**Setup.** I want the hyper-Rayleigh depolarization of freely and independently oriented molecules, from the smallest model that still carries the general result. The laser runs along lab $X$ and is polarized along $Z$; I detect the $2\omega$ light along $Y$. With the Taylor convention $\mu_I=\alpha_{IJ}E_J+\tfrac12\beta_{IJK}E_JE_K$ ($\beta$ in C³ m³ J⁻²) and $E_Z=E_0\cos\omega t$, the $2\omega$ dipole has amplitude $\tfrac14\beta_{IZZ}E_0^2$. The prefactor cancels in

$$D=\frac{I_{VH}}{I_{VV}}=\frac{\langle\beta_{XZZ}^2\rangle}{\langle\beta_{ZZZ}^2\rangle},$$

where the first letter is the incident and the second the detected polarization. I take $\beta$ real and fully symmetric (Kleinman symmetry, an approximation valid far from resonance).

**Rank-six average.** $\beta^2$ carries six direction cosines. Their average is $\sum_{r,s}f_rM_{rs}g_s$, where $f_r$ (lab) and $g_s$ (molecule) are the 15 isomers $\delta\delta\delta$, one per pairing of six indices, and $M$ is the inverse of the Gram matrix $G_{rs}=f_r\cdot f_s$. Each closed index loop gives a factor 3. An isomer gives 27 with itself, 9 with the 6 isomers that share one pair, and 3 with the other 8. The corresponding entries of $M$ are $16/210$, $-5/210$ and $2/210$.

For six copies of one unit vector $\mathbf n$ every $g_s$ contracts to 1, so only the row sum of $M$ matters, $(16-30+16)/210=1/105$:

$$\langle n_In_Jn_Kn_Ln_Mn_N\rangle=\tfrac1{105}\sum_{r=1}^{15}f_r .$$

Now I count surviving pairings. $ZZZZZZ$ keeps all 15, $XXZZZZ$ keeps 3, $XXYYZZ$ keeps 1:

$$\langle n_Z^6\rangle=\tfrac17,\qquad\langle n_X^2n_Z^4\rangle=\tfrac1{35},\qquad\langle n_X^2n_Y^2n_Z^2\rangle=\tfrac1{105}.$$

The lower ranks give $\langle n_Z^2\rangle=\tfrac13$, $\langle n_Z^4\rangle=\tfrac15$, $\langle n_X^2n_Z^2\rangle=\tfrac1{15}$.

**Acetonitrile as a rod.** Let $\mathbf n$ be the C–C≡N axis $z$. With one component $b=\beta_{zzz}$ I have $\beta_{ZZZ}=b\,n_Z^3$ and $\beta_{XZZ}=b\,n_Xn_Z^2$, so

$$D=\frac{1/35}{1/7}=\frac15 .$$

Axial symmetry allows one more number, $u=\beta_{zxx}/b=\beta_{zyy}/b$. Using the transverse projector $\delta_{ij}-n_in_j$,

$$\beta_{ijk}=b\,[a\,n_in_jn_k+u\,S_{ijk}],\quad a=1-3u,\quad S_{ijk}=n_i\delta_{jk}+n_j\delta_{ik}+n_k\delta_{ij}.$$

Then $\beta_{ZZZ}=b(a\,n_Z^3+3u\,n_Z)$ and $\beta_{XZZ}=b\,n_X(a\,n_Z^2+u)$. Squaring and averaging,

$$\frac{\langle\beta_{ZZZ}^2\rangle}{b^2}=\frac{a^2}{7}+\frac{6au}{5}+3u^2=\frac{5+12u+24u^2}{35},$$

$$\frac{\langle\beta_{XZZ}^2\rangle}{b^2}=\frac{a^2}{35}+\frac{2au}{15}+\frac{u^2}{3}=\frac{3-4u+20u^2}{105},$$

$$D(u)=\frac{3-4u+20u^2}{3\,(5+12u+24u^2)} .$$

**Splitting into $J=1$ and $J=3$.** The traceless part of $nnn$ is $O=nnn-S/5$, so $\beta=b[(1-3u)\,O+\tfrac{1+2u}{5}S]$. $S$ is built from a vector ($J=1$), and $O$ is the octupole ($J=3$). With $|T|^2=T_{ijk}T_{ijk}$ I find $|S|^2=15$, $|O|^2=\tfrac25$, $S\cdot O=0$, hence

$$|\beta_1|^2=\tfrac35(1+2u)^2b^2,\qquad|\beta_3|^2=\tfrac25(1-3u)^2b^2 .$$

The rod is a pure octupole at $u=-\tfrac12$, where $D=\tfrac23$, and pure $J=1$ at $u=\tfrac13$, where $D=\tfrac19$.

**General statement.** Each average is a rotation-invariant quadratic form on symmetric rank-three tensors. That space holds $J=1$ and $J=3$ once each, so by Schur's lemma the form is $c_1|\beta_1|^2+c_3|\beta_3|^2$, with no cross term. One representative per $J$ fixes the constants, and the rod supplies both. For $S$ the averages ($ZZZ$, $XZZ$) are $3$ and $\tfrac13$. For $O$ they are $\tfrac17-\tfrac6{25}+\tfrac3{25}=\tfrac4{175}$ and $\tfrac1{35}-\tfrac2{75}+\tfrac1{75}=\tfrac8{525}$. Dividing by the norms,

$$\langle\beta_{ZZZ}^2\rangle=\tfrac15|\beta_1|^2+\tfrac2{35}|\beta_3|^2,\qquad\langle\beta_{XZZ}^2\rangle=\tfrac1{45}|\beta_1|^2+\tfrac4{105}|\beta_3|^2,$$

$$D=\frac{7+12\rho^2}{63+18\rho^2},\qquad\rho^2=\frac{|\beta_3|^2}{|\beta_1|^2}.$$

$D$ rises monotonically from $\tfrac19$ to $\tfrac23$, and this range holds for any Kleinman-symmetric independent scatterer. The single component is a mixture with $\rho^2=\tfrac23$, and $15/75=\tfrac15$ again.

**Independent test with $T_d$.** Only $\beta_{xyz}=\beta$ and its six index orderings survive, so $|\beta_3|^2=6\beta^2$. The general formulas predict $\tfrac{12}{35}\beta^2$ and $\tfrac8{35}\beta^2$. Directly, let $\mathbf m$ be lab $Z$ seen in the molecular frame and $v_i=\beta_{ijk}m_jm_k=2\beta\,(m_ym_z,\,m_xm_z,\,m_xm_y)$. Then $\beta_{ZZZ}=\mathbf v\cdot\mathbf m=6\beta\,m_xm_ym_z$, with mean square $\tfrac{36}{105}\beta^2=\tfrac{12}{35}\beta^2$. Lab $X$ is uniform on the circle normal to $\mathbf m$, so $\langle\beta_{XZZ}^2\rangle=\tfrac12\langle v^2-(\mathbf v\cdot\mathbf m)^2\rangle=\tfrac12(\tfrac45-\tfrac{12}{35})\beta^2=\tfrac8{35}\beta^2$. The ratio is $\tfrac23$, the same as for the axial octupole.

**Numbers of the model.** The values of $u$ are illustrative.

| $u$ | $\rho^2$ | $\langle\beta_{ZZZ}^2\rangle/b^2$ | $\langle\beta_{XZZ}^2\rangle/b^2$ | $D$ |
|---|---|---|---|---|
| $-1/2$ | $\infty$ | 0.1429 | 0.0952 | 0.6667 |
| $-0.1$ | 1.7604 | 0.1154 | 0.0343 | 0.2970 |
| $0$ | 0.6667 | 0.1429 | 0.0286 | 0.2000 |
| $0.1$ | 0.2269 | 0.1840 | 0.0267 | 0.1449 |
| $0.2$ | 0.0544 | 0.2389 | 0.0286 | 0.1196 |
| $1/3$ | 0 | 0.3333 | 0.0370 | 0.1111 |

The value $\tfrac15$ is fragile: $dD/du=-56/75=-0.747$ at $u=0$.

**What the rod omits.** The molecule is $C_{3v}$, and the methyl group allows $\beta_{xxx}=-\beta_{xyy}=wb$, with $x$ in a mirror plane. This piece is traceless, has azimuthal order $\pm3$, and is orthogonal to $O$. It adds $(1+3)w^2b^2=4w^2b^2$ to $|\beta_3|^2$ and can only raise $D$. At $u=0$, an illustrative $w=0.1$ gives $\rho^2=0.733$ and $D=0.207$. The term equals the axial octupole at $w^2=0.1$, that is $|w|=0.316$, where $D=23/87=0.264$.

So $D=0.2$, or $I_{VV}/I_{VH}=5$, is the single-component model's number. As typical knowledge, liquid acetonitrile shows a polarized-to-depolarized ratio of roughly 7 to 10, depending on whether HV or VH is taken, so this model's $D$ is too high by a factor of about 1.4 to 2. A small positive $u$ moves $D$ in that direction, but independent Kleinman scatterers have $I_{HV}=I_{VH}$ and cannot pass a ratio of 9; orientational correlation between the dipoles in the liquid lies outside this average.